Count the gap at each point of the Brillouin zone as the tin-like level minus the tellurium-like level, whichever of the two is filled. In the usual order, with the tellurium-like level below, this signed gap is positive; where the order is inverted, it is negative. A correction that pushes the tin-like level up against the tellurium-like one always adds a positive amount. It therefore widens a normal gap, but an inverted gap first shrinks, then closes, and only after that reopens in the usual order.

G0W0 levels of SnTe (Fm-3m) from Yambo 5.3.0 on Quantum ESPRESSO LDA states, without spin-orbit coupling, with a plasmon-pole model, a 4×4×4 k mesh, PseudoDojo 0.4.1 SR LDA standard pseudopotentials and Fermi-Dirac smearing of 0.05 eV. Start levels are LDA and corrected levels G0W0, each column counted from its own value for the top filled state at L.

```csv
row,state k a (reciprocal cell vector),state k b (reciprocal cell vector),state k c (reciprocal cell vector),state band,state start level (eV),state corrected level (eV),state weight z
1,0.000,0.000,0.000,top filled,-2.053,-2.441,0.782
2,0.000,0.000,0.000,first empty,3.370,3.328,0.782
3,0.000,0.000,-0.500,top filled,0.000,0.000,0.799
4,0.000,0.000,-0.500,first empty,0.109,-0.007,0.795
5,0.250,-0.500,-0.250,top filled,-0.761,-1.001,0.792
6,0.250,-0.500,-0.250,first empty,0.859,0.840,0.795
```

The first two rows are the band edges at Γ, the centre of the zone, and they show the ordinary case. The LDA gap of 5.42 eV grows to 5.77 eV in $G_0W_0$, which replaces the LDA exchange-correlation potential by a self-energy with non-local exchange and screening. Exchange lowers a state the more, the more it overlaps with filled states throughout the zone. In SnTe these are mostly tellurium p states near the gap, so a tellurium-like level sinks against a tin-like one.

A polar diatomic molecule, with its filled level on one atom and its empty level on the other, has its gap widened in the same way. The likeness ends where the two levels trade places. In the molecule the electrons would move to the other atom, and the exchange would follow them. In the crystal an exchange of levels near one point of the zone moves few electrons, and the filled states elsewhere still favour tellurium.

The last two rows, at W on the zone boundary, repeat the pattern with a smaller gap. It opens by 0.22 eV, against 0.35 eV at Γ. The coarse mesh, the limited number of bands and the 4d shells treated without their 4s and 4p partners make the size of these openings uncertain. The argument rests on their common sign and rough size.

The middle rows, at L, break the pattern. The LDA gap of 0.109 eV falls to −0.007 eV, when the levels keep their LDA names "top filled" and "first empty". The negative sign does not make SnTe a metal. At a single point of the zone it says only that the two levels have changed order, and a difference of a few meV is probably too small for this run to settle even that. What needs explaining is that a correction which opens the other two gaps by tenths of an eV has closed this one.

The known band inversion of SnTe at L offers a plausible explanation. There the tin 5s state pushes the tellurium p level upwards, past the tin p level. The top filled level is then tin-like and the first empty one tellurium-like, so the signed gap starts at −0.109 eV. This order is assumed, not read from the orbitals of this run, and so is the usual order at Γ and W. The inversion is established for SnTe with spin-orbit coupling, which favours it, so a run without that coupling need not share it. The two levels have opposite parity at L, and finding out which of them is even about the tin site would settle the matter.

The other two points allow an estimate. A straight line through the openings at Γ and W, as a function of the LDA gap, has the slope

$$\frac{0.346-0.221}{5.423-1.620}\approx 0.033 .$$

Carried on to the inverted gap at L, it gives an opening of

$$0.221-0.033\,(1.620+0.109)\approx 0.164\ \text{eV},$$

and hence a signed gap of $-0.109+0.164\approx 0.055$ eV. The calculation gives 0.007 eV in the same counting. With the usual order at L, the line would predict a gap of 0.28 eV, which is far from the result.

No L value entered the slope, but two points always define a line and leave nothing to test it, so the rough agreement is only weak support. If the mean opening of Γ and W is used instead, the inverted order is still the better choice, yet it misses the L gap by about 0.17 eV. The output below sets both versions side by side.

The single levels tell the same story. Their shifts are all measured against the top filled level at L, but the order of the shifts does not depend on that choice. With the inverted assignment, each of the three tellurium-like levels sinks further than any of the three tin-like ones. The weight $Z$, which scales the self-energy correction, is close to 0.8 for all six levels and so is unlikely to set this order.

Smearing may have helped to close the gap at L. Yambo reported a metallic system for both exchange and screening, which points to thermal occupations carried over into the $G_0W_0$ step. By the smearing of the LDA run, the two edges at L were then about three quarters and one quarter filled. That weakens the exchange which holds a filled level below an empty one, and it makes the screening partly metallic, where the plasmon-pole model is doubtful. How much of the change at L comes from this remains open. Since partial filling would also shrink a gap in the usual order, the closing at L does not by itself prove an inversion.

If the order is inverted, the starting value also changes its meaning. Without spin-orbit coupling, inverted bands touch somewhere near L, so 0.109 eV is then the separation at L and not the band gap of the crystal. Spin-orbit coupling, which for tellurium 5p exceeds this separation, has to be included before a gap is quoted for SnTe. For a narrow-gap material the practical rule is to find out which atom each band edge belongs to before adding a gap correction, because that decides whether the correction widens or narrows the gap.

The analysis program printed:

```
Shift of each level against row 3 (eV):
  row   shift  assumed_Te_like
    1  -0.388                1
    2  -0.042                0
    3       0                0
    4  -0.116                1
    5   -0.24                1
    6  -0.019                0
Gap at Gamma, LDA (eV): 5.423
Gap at Gamma, G0W0 (eV): 5.769
Gap at W, LDA (eV): 1.62
Gap at W, G0W0 (eV): 1.841
Gap at L, LDA (eV): 0.109
Gap at L, G0W0, in LDA band order (eV): -0.007
Change of gap at Gamma (eV): 0.346
Change of gap at W (eV): 0.221
Change of gap at L, in LDA band order (eV): -0.116
Constant opening, normal order: predicted L gap (eV): 0.3925
Constant opening, normal order: prediction less computed (eV): 0.3995
Constant opening, inverted order: predicted Sn-like less Te-like level at L (eV): 0.1745
Constant opening, inverted order: prediction less computed (eV): 0.1675
Line through Gamma and W, normal order: predicted L gap (eV): 0.2803
Line through Gamma and W, normal order: prediction less computed (eV): 0.2873
Line through Gamma and W, inverted order: predicted Sn-like less Te-like level at L (eV): 0.05517
Line through Gamma and W, inverted order: prediction less computed (eV): 0.04817
Mean shift of assumed Te-like levels against row 3 (eV): -0.248
Mean shift of assumed Sn-like levels against row 3 (eV): -0.02033
Spread of quasiparticle weights (percent of mean): 2.15
Implied filling of top filled level at L: 0.747
Implied filling of first empty level at L: 0.2511
```
